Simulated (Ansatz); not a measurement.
## A series in volume per atom on Al

Equation of state of a cubic crystal from periodic Kohn-Sham density functional theory without spin; pressure corrected for the finite basis. The results are calculated, by Ansatz 0.2.0 development build.

Cell of the first row (space group Fm-3m, No. 225):
```
cell vectors (Å)
   0.0000     1.9648     1.9648
   1.9648     0.0000     1.9648
   1.9648     1.9648     0.0000
atoms (fractions of the cell vectors)
Al  0.00000  0.00000  0.00000
```

Settings of every row: formula Al; structure type fcc; functional r2SCAN; spin treatment none; k mesh 14x14x14; occupation method fermi-dirac; occupation width 0.1 eV; wave cutoff 900 eV; datasets hand-made PAW; density cutoff ratio 4; xc grid level 2.

Limits: modest k-mesh, values are not fully converged in k; the SCF threshold is loose for a stress in some rows.

```
row  volume per atom (Å³)  pressure (GPa)  energy above lowest point (meV/atom)
  1                15.171           4.918                                  9.91
  2                15.665           1.515                                  0.13
  3                 16.16               ?                                     ?
  4                16.655          -3.746                                  7.97
  5                 17.15          -5.756                                 22.73
```

Question: what pressure should row 3 give?

Worked fit of pressure. Take u = (V_r/V)^(2/3) − 1 with V_r = 16.16 Å³ an atom, which is twice the finite (Eulerian) strain; such expansions in the strain, on which the Birch-Murnaghan equation of state is built, carry the rest volume and the bulk modulus. The shown rows have u = 0.043, 0.02096, -0.01991, -0.03886. Least squares give pressure = −1.3485 + 128.668 × u + 395.06 × u² GPa; a straight line predicts inner rows, each left out in turn, worse (root mean square 0.38 against 0.018 GPa). The rows lie off it by 0.003, -0.007, 0.008, -0.004 (root mean square 0.0059 GPa). The pressure vanishes at u = 0.0102, or V = 15.92 Å³ an atom, and there the bulk modulus at fixed shape and fractions is B = −V dP/dV = (2/3)(1 + u) dP/du = 92.1 GPa. The withheld row has u = 0, so the fit gives −1.3485 + 128.668 × (0) + 395.06 × (0)² = -1.349 GPa.

The calculation gave -1.345 GPa. The fit lies 0.004 GPa (0.037 % of the column's range) below it; its largest miss of a shown row is 0.008 GPa.

The other values of row 3: energy above lowest point 0 meV/atom.
